\section*{Friar moment correction to the $s$-level size shift: shell nucleus and Li$^{2+}$ $1s$}

\subsection*{1. Conventions and statement}

One electron, rigid spherical nuclear charge density $Ze\,\rho(r)$ with $\int\rho\,d^3r=1$, reduced mass $m_r$. Coupling, length and energy scales:
\begin{equation}
K=\frac{Ze^2}{4\pi\varepsilon_0}=Z\alpha\hbar c,\qquad a=\frac{\hbar^2}{m_rK}=\frac{\hbar}{Z\alpha m_rc},\qquad E_Z=\frac{K}{a},\qquad |\phi_n(0)|^2=\frac{1}{\pi a^3n^3}.
\end{equation}
$\Delta E$ is the level with the extended nucleus minus the level with a point nucleus. Through order $(Z\alpha)^5$ (Friar, 1979):
\begin{equation}
\Delta E_{ns}=\frac{2\pi}{3}K|\phi_n(0)|^2\left[\langle r^2\rangle-\frac{\langle r^3\rangle_{(2)}}{2a}\right],\qquad
\langle r^3\rangle_{(2)}=\iint\rho(r_1)\rho(r_2)\,|\mathbf r_1-\mathbf r_2|^3\,d^3r_1d^3r_2 .
\label{friar}
\end{equation}
$\langle r^3\rangle_{(2)}$ is the third moment of $\rho_{(2)}=\rho*\rho$. With $\hbar=c=1$, $1/a=Z\alpha m_r$. Since $K|\phi_n(0)|^2\propto(Z\alpha)^4$, the second term is of order $(Z\alpha)^5$.

\subsection*{2. Smallest model: charged shell}

All charge at $r=R$. Lengths in units of $a$, energies in units of $E_Z$, $x=R/a$, $u=r\phi$:
\begin{equation}
-\tfrac12u''+Vu=Eu,\qquad V=-\frac1x\ (r<x),\qquad V=-\frac1r\ (r>x).
\end{equation}
Write $E=-1/(2\nu^2)$, $\nu=1+\delta$ for $1s$. Then
\begin{equation}
\Delta E=\frac{\delta(2+\delta)}{2(1+\delta)^2}=\delta-\tfrac32\delta^2+\dots
\end{equation}

\emph{Inside.} $u=\sin kr$, $k^2=2/x-1/\nu^2$. With $y=k^2x^2=2x-x^2/\nu^2$,
\begin{equation}
D_{\rm in}=\left.\frac{ru'}{u}\right|_{x}=\sqrt y\cot\sqrt y .
\end{equation}

\emph{Outside.} With $z=2r/\nu$ and $u=e^{-z/2}g(z)$ the equation is $g''-g'+\nu g/z=0$. The solution that makes $u$ decay is proportional to $zU(-\delta,2,z)$, $U$ being the confluent hypergeometric function of the second kind. Normalised so that $g=z$ at $\delta=0$:
\begin{equation}
g=\frac{1}{1+\delta}\int_0^\infty e^{-s}\left(1+\frac zs\right)^{\delta}(s+z-1-\delta)\,ds=-\frac{\delta}{1+\delta}+z(1+\delta L)+S,
\end{equation}
\begin{equation}
L=\ln z+\psi(1-\delta)+2\gamma_E-1,
\end{equation}
\begin{equation}
S=-\delta^2\sum_{j\ge1}\frac{(1-\delta)_{j-1}\,z^{j+1}}{j!\,(j+1)!}\left[\ln z+\psi(j-\delta)-\psi(j+1)-\psi(j+2)\right].
\end{equation}
$\psi$ is the digamma function, $\gamma_E$ Euler's constant, $(b)_j$ the rising factorial. The constant $-\delta/(1+\delta)$ is the admixture of the irregular Coulomb solution.

\emph{Matching.} $D_{\rm in}=-z/2+zg'/g$ at $z=2x/\nu$. Define $T=D_{\rm in}+x/\nu$, so $zg'=Tg$. Insert $zg'=z(1+\delta L)+\delta z+zS'$, divide by $z$, and use $\delta/[(1+\delta)z]=\delta/(2x)$:
\begin{equation}
\delta\left(1+\frac{T}{2x}\right)=(1+\delta L)(T-1)+\frac{TS-zS'}{z}.
\label{match}
\end{equation}
Equation \eqref{match} is exact for the model.

\subsection*{3. Expansion in $x$}

Use $\sqrt y\cot\sqrt y=1-y/3-y^2/45-2y^3/945-\dots$ and $x/\nu=x-x\delta+\dots$:
\begin{equation}
T-1=\frac x3+\frac{11}{45}x^2+\frac{68}{945}x^3-x\delta+O(x^4).
\end{equation}
Since $\delta=O(x^2)$, the $S$ term is $O(x^5\ln x)$ and affects $\delta$ only at $O(x^6\ln x)$. Dropping it and solving $\delta\,(T+2x)=2x(1+\delta L)(T-1)$ order by order, with $L\to\ln2x+\gamma_E-1$:
\begin{equation}
\delta=\frac23x^2-\frac{16}{15}x^3+\left(\frac{358}{315}+\frac49L\right)x^4+\dots
\end{equation}
The $x^3$ coefficient is $2\left(\frac{11}{45}-\frac13\cdot\frac73\right)$. Subtracting $\frac32\delta^2=\frac23x^4+\dots$:
\begin{equation}
\frac{\Delta E}{E_Z}=\frac23x^2\left\{1-\frac85x+x^2\left[\frac23(\ln2x+\gamma_E)+\frac4{105}\right]+O(x^3\ln x)\right\}.
\label{series}
\end{equation}

\emph{Comparison with \eqref{friar}.} Two points on a sphere of radius $R$ have distance density $p(s)=s/2R^2$ on $0<s<2R$, so $\langle r^3\rangle_{(2)}=(2R)^5/10R^2=\frac{16}{5}R^3$, while $\langle r^2\rangle=R^2$. Equation \eqref{friar} gives $\frac23x^2(1-\frac85x)$, identical with the first two terms of \eqref{series}.

\emph{Numbers.} Define $c_{\rm eff}=[\Delta E/(\frac23x^2E_Z)-1]/x$. Equation \eqref{friar} says $c_{\rm eff}\to-8/5$.
\begin{center}
\begin{tabular}{lcc}
$x$ & root of \eqref{match} & series \eqref{series}\\
$10^{-2}$ & $-1.6207$ & $-1.6219$\\
$10^{-3}$ & $-1.6037$ & $-1.6037$\\
$1.38544\times10^{-4}$ & $-1.6007$ & $-1.6007$
\end{tabular}
\end{center}
The last row is the value of $x$ for Li$^{2+}$ (section 6). The approach to $-8/5$ goes as $x\ln x$.

\subsection*{4. Where the term comes from: general $\rho$}

Let $\delta V=V-V_{\rm point}$, of range $R\ll a$. Form factor $F(q)=\int\rho\,e^{i\mathbf q\cdot\mathbf r}d^3r=1-q^2\langle r^2\rangle/6+\dots$, so
\begin{equation}
\delta\tilde V(q)=-\frac{4\pi K}{q^2}\,[F(q)-1],\qquad \delta\tilde V(0)=\frac{2\pi}{3}K\langle r^2\rangle .
\end{equation}
The leading shift is $|\phi_n(0)|^2\delta\tilde V(0)$. Two pieces are smaller by one power of $R/a$.

(i) First order with the cusp $|\phi_n(r)|^2=|\phi_n(0)|^2(1-2r/a+\dots)$, valid for every $n$. Use the representation $r=-8\pi\int\frac{d^3q}{(2\pi)^3}(e^{i\mathbf q\cdot\mathbf r}-1)/q^4$ and $1/a=m_rK/\hbar^2$:
\begin{equation}
\Delta E_{\rm i}=-|\phi_n(0)|^2\frac{2m_r}{\hbar^2}(4\pi K)^2\int\!\frac{d^3q}{(2\pi)^3}\,\frac{2\left[F-1+q^2\langle r^2\rangle/6\right]}{q^6}.
\end{equation}

(ii) Second order in $\delta V$. For $r,r'\ll a$ the reduced Coulomb Green function tends to the free one at zero energy, $-m_r/(2\pi\hbar^2|\mathbf r-\mathbf r'|)$, with transform $-2m_r/\hbar^2q^2$. Its remainder is smaller by a factor of order $(R/a)\ln(a/R)$ and feeds the next order.
\begin{equation}
\Delta E_{\rm ii}=-|\phi_n(0)|^2\frac{2m_r}{\hbar^2}(4\pi K)^2\int\!\frac{d^3q}{(2\pi)^3}\,\frac{(F-1)^2}{q^6}.
\end{equation}
The numerators add to $F^2-1+q^2\langle r^2\rangle/3$. Here $F^2$ is the transform of $\rho_{(2)}$, whose mean square radius is $2\langle r^2\rangle$, so the sum is the $\rho_{(2)}$ average of $\frac{\sin qs}{qs}-1+\frac{q^2s^2}{6}$. With $t=qs$,
\begin{equation}
\int_0^\infty\frac{dt}{t^4}\left(\frac{\sin t}{t}-1+\frac{t^2}{6}\right)=\frac{\pi}{48},
\end{equation}
and with $d^3q/(2\pi)^3=q^2dq/2\pi^2$:
\begin{equation}
\Delta E^{(5)}=-16\,\frac{m_rK^2}{\hbar^2}|\phi_n(0)|^2\frac{\pi}{48}\langle r^3\rangle_{(2)}=-\frac{\pi}{3}(Z\alpha)^2m_rc^2|\phi_n(0)|^2\langle r^3\rangle_{(2)} .
\end{equation}
This is the second term of \eqref{friar}. For the shell, $\delta V=1/r-1/x$ inside gives $\Delta E_{\rm i}=-\frac23x^3$ and $\Delta E_{\rm ii}=-\frac25x^3$, with sum $-\frac{16}{15}x^3$. First-order perturbation theory alone misses $3/8$ of the term.

\emph{Relativity at this order.} The momenta $\hbar q\sim\hbar/R$ exceed $m_ec$ by far, yet for a static nucleus the coefficient survives. The free Dirac resolvent is $(E+c\boldsymbol\alpha\cdot\mathbf p+\beta mc^2)/(E^2-m^2c^4-p^2c^2)$. At $E=mc^2$ its large-large block is $-2m/p^2$, the Schr\"odinger value at all $p$, and the external electron is at rest to this order. Dirac corrections start at $(Z\alpha)^6$.

\subsection*{5. Uniform sphere and Gaussian}

Write $\langle r^3\rangle_{(2)}=\kappa\,r_{\rm rms}^3$. The relative correction is $-\kappa\,r_{\rm rms}/2a$. Jensen's inequality gives $\kappa\ge2^{3/2}=2.83$ for any $\rho$.

\emph{Sphere}, radius $R$, $r_{\rm rms}^2=\frac35R^2$. The overlap volume of two displaced balls gives
\begin{equation}
p(s)=\frac{3s^2}{R^3}-\frac{9s^3}{4R^4}+\frac{3s^5}{16R^6},\qquad
\langle r^3\rangle_{(2)}=\left(32-\frac{288}{7}+\frac{32}{3}\right)R^3=\frac{32}{21}R^3 .
\end{equation}
Equation \eqref{friar} then reads $\Delta E/E_Z=\frac25x^2(1-\frac{80}{63}x)$. The sphere is also solvable: inside, $V=-\frac{3}{2x}+\frac12\omega^2r^2$ with $\omega=x^{-3/2}$, and
\begin{equation}
u=r\,e^{-\omega r^2/2}\,{}_1F_1\!\left(\tfrac34-\tfrac{E+3/2x}{2\omega};\tfrac32;\omega r^2\right).
\end{equation}
Only $D_{\rm in}$ in \eqref{match} changes. The quantity $w=1-ru'/u$ obeys $(rw)'=w^2+2r^2(E-V)$. One iteration from $w=r^2/x-r^4/5x^3$ gives $D_{\rm in}=1-\frac45x+\left(\frac13-\frac{232}{1575}\right)x^2$, hence $T-1=\frac15x+\frac{293}{1575}x^2$ and $\delta=\frac25x^2-\frac{32}{63}x^3$, the same result.

\emph{Gaussian}, $\rho\propto e^{-r^2/2\sigma^2}$, $r_{\rm rms}^2=3\sigma^2$. The convolution is Gaussian with variance $2\sigma^2$ per axis:
\begin{equation}
\langle r^3\rangle_{(2)}=(2\sigma^2)^{3/2}\,\frac{2^{3/2}\,\Gamma(3)}{\Gamma(3/2)}=\frac{32}{3\sqrt{3\pi}}\,r_{\rm rms}^3 .
\end{equation}

\subsection*{6. $^7$Li$^{2+}$ $1s$}

Typical inputs: $r_{\rm rms}=2.444$ fm and nuclear mass $M=7.0144$ u. The density $\rho$ is the spherical average, and the level is the hyperfine centroid. With $Z=3$:
\begin{equation}
\frac{m_e}{M}=7.8208\times10^{-5},\qquad a=\frac{a_0}{3}\left(1+\frac{m_e}{M}\right)=1.76406\times10^{-11}\ {\rm m},\qquad \frac{E_Z}{h}=5.92125\times10^{16}\ {\rm Hz}.
\end{equation}
Then $x=r_{\rm rms}/a=1.38544\times10^{-4}$. The leading shift is common to all shapes:
\begin{equation}
\Delta E^{(4)}=\tfrac23x^2E_Z=5.021\times10^{-25}\ {\rm J}=h\times757.7\ {\rm MHz}.
\end{equation}
The sphere of equal $r_{\rm rms}$ has $R=3.155$ fm. Model values of the Friar term:
\begin{center}
\begin{tabular}{lcccc}
shape & $\kappa$ & $\langle r^3\rangle_{(2)}$ / fm$^3$ & relative / $10^{-4}$ & $\Delta E^{(5)}/h$ / kHz\\
shell & 3.200 & 46.7 & $-2.217$ & $-168.0$\\
sphere & 3.279 & 47.9 & $-2.271$ & $-172.1$\\
Gaussian & 3.475 & 50.7 & $-2.407$ & $-182.4$
\end{tabular}
\end{center}
For the shell the root of \eqref{match} differs from \eqref{friar} by $-73$ Hz. Within the Schr\"odinger model the two-term formula is therefore complete at the kHz level. Shell and Gaussian differ by 14.4 kHz. The four figures serve to compare shapes at fixed input and say nothing about the accuracy for the ion.

\subsection*{7. Terms left out, with sizes}

$Z\alpha=0.021892$, $(Z\alpha)^2=4.7926\times10^{-4}$. Relative sizes refer to $\Delta E^{(4)}$.

\begin{itemize}
\item \emph{Dirac, order $(Z\alpha)^6$.} The $s_{1/2}$ density behaves as $r^{2\gamma-2}$ near the origin, $\gamma=\sqrt{1-(Z\alpha)^2}$. The shift gains a factor $(2x)^{2\gamma-2}\approx1+(Z\alpha)^2\ln(1/2x)$. With $\ln(1/2x)=8.19$ this is $+3.9\times10^{-3}$, or $+3.0$ MHz, about 18 times the Friar term of the shell. A constant of order one beside the logarithm is omitted. The reason for the inversion of orders: the Friar term is $Z\alpha\cdot(m_ecR/\hbar)$ in relative size, and $R$ is small against the reduced Compton wavelength.
\item \emph{Radiative-size, order $\alpha(Z\alpha)^5$.} The standard QED coefficient, quoted without derivation, is $\alpha\,Z\alpha\,(4\ln2-5)=-3.6\times10^{-4}$, or $-270$ kHz. It exceeds the Friar term.
\item \emph{Nuclear polarisability}, the inelastic partner of the same two-photon exchange. The standard form for mean excitation energy $\bar E\gg m_ec^2$, quoted without derivation, is $-5\alpha m_ec^2|\phi(0)|^2\alpha'\,[\ln(2\bar E/m_ec^2)+\frac{19}{30}]$, with $\alpha'$ the dipole polarisability volume. Assumed $\alpha'=0.1$ fm$^3$ and assumed $\bar E=20$ MeV give $-0.13$ MHz. This fixes an order of magnitude only, and that order equals the Friar term's.
\item \emph{Recoil-size beyond the reduced mass.} Order estimate $Z\alpha(m_e/M)\ln(\hbar/m_ecr_{\rm rms})=9\times10^{-6}$, small against the Friar term.
\item \emph{Input radius.} A typical uncertainty of $0.04$ fm changes $\Delta E^{(4)}$ by 3.3 per cent, or 25 MHz.
\end{itemize}

Consequences for nuclear models in electronic structure: at fixed $r_{\rm rms}$ all shapes agree at order $(Z\alpha)^4$. In the Schr\"odinger problem the shape first enters through $\kappa$. In the Dirac problem the constant beside the logarithm at $(Z\alpha)^6$ depends on shape too; a change of $0.1$ in it moves the level by 36 kHz, more than the spread of the Friar term in the table.

The model's Friar term for $^7$Li$^{2+}$ $1s$ is $-0.17$ MHz (shell, sphere) to $-0.18$ MHz (Gaussian). Light nuclei typically have a diffuse density nearer to the Gaussian than to a sharp surface. The shell's $\kappa$ lies 7.9 per cent below the Gaussian value, so the exactly solved model is expected to underestimate the magnitude by roughly that amount.